**Why does CO oxidation oscillate on Pt(110), while the same rate equations give only bistability for Pt(111)?**

*In the Krischer-Eiswirth-Ertl model, what has to hold at the Hopf point, and what is lost when the surface cannot reconstruct?*

**Answer**

Take the mean-field model (Krischer, Eiswirth and Ertl, 1992), with u, v the CO and O coverages scaled to saturation and w the 1×1 fraction of Pt(110):

du/dt = a(1 − u³) − k2·u − k3·uv
dv/dt = b·s(w)·n² − k3·uv, n = 1 − u − v
dw/dt = k5[f(u) − w]

Here a = k1·pCO, b = k4·pO2, s = s̄ + Δs(w − 1/2), Δs = s(1×1) − s(1×2), and I use f = 1/(1 + exp[(u0 − u)/δ]).

**General condition.** Setting dv/dt = 0 leaves du/dt = F(u,w), with Jacobian [[F_u, F_w], [k5·f′, −k5]]. A Hopf point has zero trace and positive determinant ω²:

F_u = k5, −F_w·f′ > F_u, ω² = −k5(k5 + F_w·f′).

**Closed form.** Label a steady state by (u,v). Then r = k3·uv, b·s = r/n², a = (k2·u + r)/(1 − u³). Define g = k2 + 3au², h = 2r/n, c = rΔs/s. Eliminating δv from the linearised equations gives

F_u = −g + k3·h(u − v)/(h + k3·u)
F_w = −k3·u·c/(h + k3·u)

F_u > 0 is autocatalysis: CO blocks O2 adsorption, so less CO is burnt. It needs u > v. Since f′ > 0, F_w must be negative, hence Δs > 0.

**Numbers.** Approximate model inputs near 540 K: k2 = 10 s⁻¹, k3 = 280 s⁻¹, k1 = 3.1×10⁵ and k4 = 5.9×10⁵ mbar⁻¹s⁻¹, s(1×1) = 0.6, s(1×2) = 0.4, u0 = 0.35, δ = 0.05. Choose u = 0.35, v = 0.075, so w = 0.5, s = 0.5, f′ = 1/(4δ) = 5. In s⁻¹: r = 7.35, a = 11.34, b = 44.46, g = 14.17, h = 25.57, c = 2.94. This is pCO = 3.7×10⁻⁵ and pO2 = 7.5×10⁻⁵ mbar. Then F_u = 1.77 s⁻¹ and −F_w·f′ = 11.7 s⁻¹, so the Hopf point is at k5 = 1.77 s⁻¹ with ω = 4.18 s⁻¹. At fixed s̄ the inequality fails below Δs/s̄ = 0.061; the model has 0.4.

**Without the elimination.** The 3×3 characteristic polynomial is (λ + k5)(λ² + Tλ + D) + k5·P, with T = g + h + k3(u + v), D = −F_u(h + k3·u), P = −F_w·f′(h + k3·u). Inserting λ = iω:

T·k5² + (T² − P)k5 + T·D = 0, ω² = k5(D + P)/(T + k5).

ω² > 0 is exactly −F_w·f′ > F_u, and for P < T² a positive k5 needs F_u > 0. For k3 → ∞ at fixed r and u, T → k3·u, P/T² → 0, and the reduced formulas become exact. Here T = 158.7 s⁻¹, D = −218.1 s⁻², P = 1441 s⁻², giving k5 = 1.44 s⁻¹, ω = 3.32 s⁻¹, period 1.9 s. The elimination overshoots k5 by 22% and ω by 26%, mainly because T exceeds h + k3·u by a factor 1.28. I chose v to put k5 near the typical 1.6 s⁻¹; the model's period is of the typical order, seconds, but the inputs were tuned to such oscillations, so this tests nothing.

**Pt(111).** Without reconstruction s is constant: c = F_w = P = 0. The reduced eigenvalues are F_u and −k5, both real, so F_u > 0 now marks a saddle. No elimination is needed: the (u,v) Jacobian has off-diagonal entries −k3·u and −(2b·s·n + k3·v) of equal sign, so its eigenvalues are real, and its trace is negative throughout 0 ≤ u + v ≤ 1, so Bendixson's criterion excludes closed orbits. F is positive at u = 0, negative at u = 1 and rises through zero at 0.35, which forces a further root on each side. With the same a and b·s = 22.23 s⁻¹, the stable states are (u,v) = (0.234, 0.135) and (0.538, 0.028). These are the model's numbers with Pt(110) inputs; O2 sticking on Pt(111) is typically about ten times smaller, so the same b·s needs a correspondingly higher pO2.